**Question**

The table gives spin-polarised PBE results for $N$ electrons in a spherical parabolic well with an attractive unit charge at its centre, in effective atomic units. The chemical potential is $\mu(N)=E(N)-E(N-1)$, and the addition energy is $\Delta(N)=\mu(N+1)-\mu(N)$.

Spin-polarised PBE calculations (radks with Libxc) for $N$ electrons in a spherical well $\omega^2r^2/2$, $\omega=3.98$ hartree*, with an attractive charge of 1 e at its centre. Shells are $m$-averaged and filled by a greedy search, which can miss a lower state; levels are numbered by radial order for each $l$. The chemical potential is $E(N)-E(N-1)$, the addition energy $E(N+1)+E(N-1)-2E(N)$.

```tsv
electrons	chemical potential (hartree*)	unpaired electrons	rms radius (bohr*)	highest eigenvalue (hartree*)	highest level	addition energy (hartree*)
1	3.573	1	0.5545	4.220	1s up	n/a
2	5.285	0	0.5763	5.902	1s up	5.590
3	10.87	1	0.6635	11.37	1p up	1.002
4	11.88	2	0.7089	12.39	1p up	1.032
5	12.91	3	0.7394	13.43	1p up	1.364
6	14.27	2	0.7640	14.74	1p down	0.9460
7	15.22	1	0.7842	15.70	1p down	0.9722
8	16.19	0	0.8015	16.68	1p up	4.070
9	20.26	1	0.8321	20.69	2s up	0.9939
10	21.26	0	0.8577	21.68	2s up	1.026
11	22.28	1	0.8799	22.69	1d up	0.8247
12	23.11	2	0.8993	23.52	1d up	0.8249
13	23.93	3	0.9166	24.34	1d up	0.8143
14	24.75	6	0.9322	25.14	1d up	0.8359
15	25.58	5	0.9467	25.99	2s down	1.037
16	26.62	4	0.9604	27.01	1d down	0.7835
17	27.40	3	0.9731	27.79	1d down	0.7842
18	28.19	2	0.9852	28.58	1d down	0.7828
19	28.97	1	0.9965	29.36	1d down	0.7800
20	29.75	0	1.007	30.14	1d up	3.696
21	33.45	1	1.023	33.80	1f up	0.7065
22	34.15	2	1.037	34.50	1f up	n/a
```

(a) Explain the positions and heights of the large peaks in $\Delta$, using independent electrons in the same external potential as a yardstick. (b) Explain the smaller features at $N=5$, 9, 10 and 13 to 15. (c) Account for the background between the features. (d) Why is the highest eigenvalue not the chemical potential?

**Model answer**

Each added electron pays for the repulsion of those already present. It pays more when it must start a higher level, and more again when it is the first to enter a half-filled subshell with opposite spin. The addition energy is the rise in this price from one electron to the next, so the feature at $N$ describes what electron $N+1$ meets.

(a) The bare well has shells at $(n+\tfrac32)\omega$ holding 2, 6 and 12 electrons, which close at 2, 8 and 20, where the three largest values of $\Delta$ stand. The charge lowers most the orbitals that reach the centre. Solving the one-electron radial equation numerically, with nothing fitted, gives gaps of 4.866 (1s to 1p), 3.581 (1p to 2s) and 4.159 (1d to 1f). The charge alone thus makes the gap at 20 larger than that at 8. The table has the reverse: above the mean of the two neighbouring rows the peaks rise by 3.09 at $N=8$ and 2.95 at $N=20$.

The repulsive potential of the electron cloud is highest at the centre and falls outwards, so it cancels part of the curvature of the well. In an oscillator the radius scales as $\omega^{-1/2}$ and the gaps as $\omega$, so the swelling of the dot gauges the softening. At $N=20$ the rms radius is 1.197 times the independent-electron value, and the gap becomes $4.159/1.197^2=2.90$, 2% below the 2.95 from the table. At $N=8$, $3.581/1.120^2=2.85$, about 8% below 3.09. Swelling thus brings the two gaps level but does not reverse their order. The remainder at $N=8$ would fit a change in the shape of the well that raises 2s, as argued in (b), but this is not computed. At $N=2$ the background is ill defined, because a 1s pair repels far more strongly ($\mu(2)-\mu(1)=1.71$) than 1p electrons do, and the excess lies between 3.9 and 4.6.

(b) Let $U$ be the repulsion of two electrons in a subshell, $K$ the exchange gain if their spins are parallel, and $\epsilon$ the level. The $n$-th parallel electron costs $\epsilon+(n-1)(U-K)$, so $\Delta=U-K$ during filling. The first opposite spin costs $\epsilon+(2l+1)U$, which gives $\Delta=U+2lK$, an excess of $(2l+1)K$. At $N=5$ ($1p^3$) the excess over the neighbours' mean is 0.375, so $K\approx0.125$. At $N=15$ ($2s^21d^5$) it is 0.233 over the mean of rows 12 and 16, so $K\approx0.05$ for the more diffuse 1d shell. Both values include orbital relaxation. Row 9 is the $l=0$ case, the pairing of two 2s electrons.

Row 10 closes 2s. Independent electrons have 2s lying 0.721 below 1d, and rescaling as above leaves $0.721/1.132^2=0.56$, yet $\Delta(10)$ exceeds row 11 by only 0.20; row 9, raised by the 2s pairing, is no background. The scaling fails here because the cloud changes the shape of the well: a flatter bottom raises orbitals with central density and favours high $l$, against the pull of the charge. By this argument a stronger charge would sharpen the step at 10, and with no charge 1d would fill first. At $N=21$ the calculation fills 1f, though independent electrons have 2p lower by 0.334. The same flattening would explain this: at $N=10$ it had already moved 1d against 2s by about 0.36 (from 0.56 to 0.20), more than this lead of 2p, and twenty electrons outweigh one charge further. The table holds no 2p state, so this is argued, not shown.

The unpaired count jumps from 3 to 6 at $N=14$, which requires $2s^11d^5$ in place of $2s^21d^4$. Moving the 2s down electron into 1d up costs the small remaining gap and gains parallel pairs: one at $N=10$, rising to five at $N=14$ (15 pairs against 10), so the switch comes late. If it lowers $E(14)$ by $\delta$, the second differences at 13, 14 and 15 shift by $-\delta$, $+2\delta$ and $-\delta$. On a flat background $\delta=(0.8359-0.8143)/3\approx0.007$. The pattern is not exact: measured from row 12, row 13 alone gives 0.011 and row 14 alone 0.0055, so only the order of size is secure. The spin is highest at 14, but the peak is at 15, because electron 15 refills 2s and only electron 16 starts 1d down.

(c) Charging a body of radius $R$ gives $\Delta\propto1/R$. In the eleven rows where the next electron joins the same spin subshell with no change of state nearby, $\Delta$ times the rms radius lies between 0.665 and 0.777, so the fall from about 1.0 to 0.7 is mostly the growth of the dot. Between the closed shells at 8 and 20 the radius grows as $N^{0.25}$, faster than for independent electrons (0.18) and slower than for a classical cloud of fixed density (1/3). The picture fails within a subshell: in 1p $\Delta$ rises by 0.030 from $N=3$ to 4 while the dot expands, and in 1d it stays nearly flat; semilocal exchange acting on an $m$-averaged shell is a possible, untested cause.

(d) By Janak's theorem the eigenvalue is the slope $E'$ of the energy with occupation, taken at $N$. If $E$ is a parabola of curvature $E''$ along a subshell, then $\mu=E'-E''/2$ and $\Delta=E''$, so the eigenvalue exceeds $\mu$ by $\Delta/2$. In the same eleven rows the ratio is 0.49 to 0.50, equal to one half within the rounding of about 0.014. The exact functional is linear between integers, and the difference would vanish. The ratio of one half needs only a smooth $E$, so it is not special to PBE: a semilocal functional spreads over the interval, as curvature, the repulsion that the exact one puts into a jump of slope at the integer. This is the many-electron form of self-interaction, plainest for a single electron: there, Hartree and exchange-correlation energies cancel to within 0.027, yet the eigenvalue lies 0.647 above the PBE value of $\mu(1)=E(1)$, which it would equal without self-interaction.

**Remarks on the reasoning**

The numbers show the peak positions, the swelling and the ratio of one half. The configurations are inferred from spin counts and highest levels, where "up" in a closed shell is only a label. Flattening of the well and pair counting are arguments that agree with the table. The yardstick shares the external potential of the calculation, so it isolates the effect of interaction and does not test that potential.

A good answer does not treat rows 13 to 15 as one filling sequence, nor call $2s^11d^5$ the established ground state. The margin of 0.007 is a near tie, and spherical averaging, which leaves $1d^5$ unconstrained but forbids $1d^4$ to deform, may tip it. The table does not list high-spin states at 10 to 13, but the pair count puts them higher: the margin at 14 is only 0.007, and each step down in $N$ loses a parallel pair worth a few hundredths if $K$ for 1d is a guide.
